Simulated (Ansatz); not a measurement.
A correction line for B2PLYP/def2-TZVPP: vertical ionisation energy

The vertical ionisation energy (cation less neutral) in eV of 7 fluorocarbon molecules: x at B2PLYP/def2-TZVPP, y at CCSD(T)/def2-TZVPP. Shapes, held fixed at every level: PBE0-D4/def2-TZVP. Flexible molecules stand in one conformer, not always the lowest. Programs: Ansatz 0.2.0.

```
                         molecule  x (eV)  y (eV)
       C5H6F2 (SMILES FC1C=CCC1F)   10.17   10.34
      C2H2F2 (1,2-difluoroethene)   10.27   10.41
       C3F6 (hexafluoropropylene)   10.82   10.98
              C2F2 (SMILES FC#CF)   11.18   11.27
C4H3F5 (SMILES FC1C(F)C(F)(F)C1F)   11.57       ?
C4H3F5 (SMILES FC1CC(F)(F)C1(F)F)   11.58   11.91
     C4F8 (octafluorocyclobutane)   11.74   12.10
```

Problem. Fit y = c + s·x to the known rows and predict y for C4H3F5 (SMILES FC1C(F)C(F)(F)C1F).

Solution. 
1. Means of the 6 rows: x = 10.9600, y = 11.168.
2. Σ(Δx)² = 2.161, Σ(Δx·Δy) = 2.4129, so the slope is 2.4129/2.161 = 1.1166.
3. Intercept: 11.168 − (1.1166) × 10.9600 = -1.070. The largest residual of the fit is 0.14.
4. C4H3F5 (SMILES FC1C(F)C(F)(F)C1F): -1.070 + 1.1166 × 11.57 = 11.85 eV.

CCSD(T)/def2-TZVPP gives 11.93 eV, so the prediction is off by -0.08 eV, within the largest residual. Uncorrected, B2PLYP/def2-TZVPP misses it by -0.36 eV, and the other rows by 0.21 on average. The line removes about 80 % of this miss. Left out in turn, the other rows are missed by 0.09 eV on average, so much of the error is systematic among these molecules. Cations run unrestricted.

B2PLYP lies below CCSD(T) for every molecule, but the shortfall follows the type of orbital ionised more closely than the ionisation energy itself. The four unsaturated molecules should lose a π electron and show small gaps. The three fluorinated cyclobutanes have no π bond, so the hole must sit in the σ framework, with some fluorine lone-pair character, and their gaps are clearly larger. Fluorine stabilises σ levels inductively, whereas in π levels lone-pair donation offsets much of this effect, so the saturated rings also have the highest ionisation energies.

The slope above one therefore probably reflects mainly a step between two classes. Difluoroethyne breaks the linear picture: its ionisation energy is the highest of the π systems, yet its shortfall is the smallest of all. The larger σ error may come from how the double hybrid balances exchange and correlation for a hole spread over several bonds. The good prediction supports transfer to a closely related ring, but not to a π system with a similarly high ionisation energy.
